Q: I have been looking at a crystal in which the sulfur atoms alone are pushed towards a cadmium atom straight ahead of them. The energies at −0.05 Å and at zero displacement both print as 0.000 eV. Does sulfur sit in a flat-bottomed well, or even in a double well with a small hump between two equal sites?

Cd2S (P3m1, a = 3.963 Å, c = 5.809 Å, cell not relaxed at this level) in Ansatz 0.2.0: plane-wave PAW DFT, LDA, scalar-relativistic, no spin polarisation, cutoff 420 eV, k mesh 12×12×6, Gaussian smearing 0.03 eV. Only the S atom moves, along −z, with positive displacement towards the Cd atom 2.515 Å away at zero. Energies are free energies relative to zero displacement.

```
displacement (Å)  energy change (eV a cell)  force along direction (eV/Å summed over the moved atoms)
            -0.1                      0.013                                                     0.377
           -0.05                      0.000                                                     0.131
               0                      0.000                                                    -0.150
           0.025                      0.006                                                    -0.306
           0.075                      0.029                                                    -0.655
```

A: Start with the scale. An atom held by ordinary bonds feels a stiffness of several eV/Å², so a shift of a tenth of an ångström costs a few hundredths of an eV. A shift of a few hundredths of an ångström costs only a few thousandths, which is close to the last printed digit of the energy. Two equal energies that near to each other are therefore weak evidence for any shape, and the force is the better witness.

Q: What would the force look like in a double well?

A: It would vanish three times: at each minimum and at the hump between them. Here the force along the direction of motion falls from each row to the next and changes sign once, from 0.131 eV/Å at −0.05 Å to −0.150 eV/Å at zero. A positive force drives sulfur towards the cadmium ahead and a negative one drives it back, so both points are pushed towards a place between them. The scan contains one minimum, and the two equal energies are its two flanks.

Q: Where is it, and how deep?

A: A straight line between those two forces crosses zero near −0.027 Å. The energy of the undisturbed cell above that point is the area of a small triangle, ½ × 0.150 eV/Å × 0.027 Å, or about 2 meV. The undisturbed cell was not relaxed at this level of theory, so it had no reason to sit at the bottom. This is also the minimum for sulfur alone, with the cadmium atoms and the cell held still, and the relaxed crystal may place its atoms differently.

Q: Then it is an ordinary spring with its zero slightly off.

A: Only roughly. A spring of constant strength has a force that falls by the same amount for each equal step. Here the slope grows from 4.9 eV/Å² in the first interval to 7.0 eV/Å² in the last, a rise of 42 % between midpoints only 0.125 Å apart. The thing to explain is why sulfur becomes so much harder to push as it approaches the cadmium ahead.

Q: I would look at the other cadmium. Each sulfur has a single bond to the atom ahead, but three slanted bonds to cadmium atoms behind it. As sulfur moves forward, those three stretch and stand up straighter, so they pull back more directly. Three bonds should outweigh one.

A: That is a real effect, and geometry tells us its size. Let z be the height of a slanted bond along the line of motion, d its length, d₀ its length at zero displacement and K the strength of its spring. If the bonds are free of force at zero displacement, the three together pull sulfur back with

F = 3K(d − d₀)z/d

Moving forward raises z, so each further step stretches the bonds more and turns more of their pull along the line. With K fixed, the stiffness of the three bonds rises by 27 % from the first interval to the last.

Q: That is a good part of the 42 %. Have I found the cause?

A: You have found a candidate, though its 27 % applies only to the slanted bonds' own share of the stiffness, while the 42 % is for all four bonds. The total force cannot judge it, because it lumps those four together. But the same calculations give the force on each cadmium atom. The forces on the three atoms of the cell add up to zero, and only sulfur moves. Whatever changes in the force on sulfur must therefore appear, with opposite sign, on the two kinds of cadmium. If your slanted bonds are responsible, the growing stiffness should show up on the cadmium behind.

Q: And does it?

A: No. The stiffness felt through the cadmium behind falls slightly, from 2.55 to 2.40 eV/Å². Through the cadmium ahead it nearly doubles, from 2.4 to 4.6 eV/Å². The whole of the stiffening, and a little more, comes from the side with a single bond.

Q: So one bond beats three. Why should it?

A: Because it is met head-on. Over the whole scan the axial bond shortens by the full path of 0.175 Å, from 2.615 to 2.44 Å, while each slanted bond lengthens by only about half as much. Moreover, one is being compressed and the others stretched, and bonds are not symmetric in this respect. When the filled shells of two atoms are pressed together, their electron clouds overlap and the Pauli principle forces electrons into states of higher energy. That overlap grows roughly exponentially as the distance shrinks, so the resistance steepens with each step.

Q: Is that repulsion seen in the numbers, or is it textbook physics laid over them?

A: The numbers show where the stiffening sits, and theory supplies the likely reason. A simple form for the force on the cadmium ahead is a constant pull less an exponential push,

f(x) = A − B exp(x/s)

where x is the displacement and A, B and s are constants fitted to all five rows. The stiffness is minus the slope of f, so it grows as exp(x/s). The fit gives s ≈ 0.191 Å, and between the midpoints of the first and last intervals the stiffness should grow by a factor

exp(0.125/0.191) ≈ 1.92

The calculated forces give 4.58/2.37 ≈ 1.93.

Q: That looks like a striking success.

A: Less than it looks, since both intervals took part in the fit and three constants have only five points to follow. The fit does show that a steady exponential growth describes the force far better than a straight line. It does not make s the range of a particular repulsion, because attraction and repulsion are mixed in the constants. A fairer trial is to carry the same exponential, with B and s unchanged, over to the slanted bonds, whose forces had no part in the fit. Only the constant A is reset, so that these bonds carry no force at zero displacement.

Q: What should it give there?

A: Two effects that work against each other. The slanted bonds turn towards the line of motion, which stiffens them, as you argued. They also grow longer, and a longer bond is a softer one. The carried-over law lets the softening win narrowly, with a fall of 7 % where the calculation has 6 %.

Q: So a single bond law explains both cadmium atoms?

A: It reproduces the trend on both, but not the amount of stiffness on the second. For the slanted bonds it yields only about 61 % of the calculated stiffness on average. The law treats each bond as a spring between two points that carries no force at zero displacement. Real slanted bonds may already be under tension and may resist bending, and either would add stiffness; that is my guess at the shortfall. The calculated stress does show the cell under tension across the line of motion, but it does not say which bonds carry it. I would trust the division between the two cadmium atoms much more than this account of the slanted bonds.

Q: Could the force on a cadmium atom change for some reason other than its own bond to sulfur?

A: Yes, and that is where the argument has a soft spot. Moving sulfur rearranges electrons throughout the cell, so part of the change may be passed on through other contacts. The division is exact between the two kinds of cadmium, but reading it as a division between bonds is an interpretation. It is a natural one here, since the stiffness grows on the very atom that sulfur approaches.

Q: What should I do differently when I need a force constant from displacements like these?

A: Take it from forces on both sides of the minimum, not from a single push. A push towards the cadmium ahead gives too stiff a spring, and a push away gives too soft a one; equal steps to both sides cancel most of that error. Keep in mind that the values belong to this unrelaxed cell in LDA, run on PAW datasets made for the PBE functional, and a change of cell would alter the bond lengths on which they depend.

Q: And if I meet another crystal and want to guess which way the stiffness will lean?

A: Ask of each bond how much of the atom's path it takes up as a change of length, and whether it is squeezed or stretched. A bond squeezed head-on stiffens quickly. A slanted bond that is stretched turns and softens at once, and the two work against each other; here they nearly cancel. Counting the bonds, as you first did, leaves out both questions. The analysis printed below lists the stiffness interval by interval for both cadmium atoms.

Numerical output:

```
fit of f_ax on 5 rows: constant -0.02248 +/- 0.017, coefficient of displacement -3.374 +/- 0.28; rms 0.0294, worst 0.075 0.0386, leave-one-out rms 0.0641
fit of f_ax on 5 rows: constant 0.6807 +/- 0.00066, coefficient of exp(displacement/s) -0.6717 +/- 0.00063, s 0.191; rms 0.000274, worst -0.05 -0.000435, leave-one-out rms 0.00184
Bond lengths in A:
    row  axial  slanted
   -0.1  2.615    2.555
  -0.05  2.565    2.578
    0.0  2.515    2.601
  0.025   2.49    2.613
  0.075   2.44    2.638
Stiffness in eV/A^2 over the interval ending at each row:
    row  midpoint  total  axial_Cd  slanted_Cd  slanted_by_axial_law
  -0.05    -0.075   4.92     2.366        2.55                 1.574
    0.0    -0.025   5.62       3.1       2.524                 1.542
  0.025    0.0125   6.24     3.772       2.472                 1.509
  0.075      0.05   6.98     4.578       2.398                 1.468
Displacement of zero force, linear interpolation, A: -0.02669
Energy of zero displacement above that minimum, meV: 2.002
Rise of total stiffness, first to last interval, percent: 41.87
Rise of stiffness at axial Cd, eV/A^2: 2.212
Rise of stiffness at axial Cd, percent: 93.49
Change of stiffness at slanted Cd, eV/A^2: -0.152
Change of stiffness at slanted Cd, percent: -5.961
Change for turning springs of fixed strength, percent: 27.32
That change applied to the first slanted stiffness, eV/A^2: 0.6968
Change for slanted bonds by the axial law, percent: -6.749
Mean slanted stiffness, axial law over computed: 0.6127
```
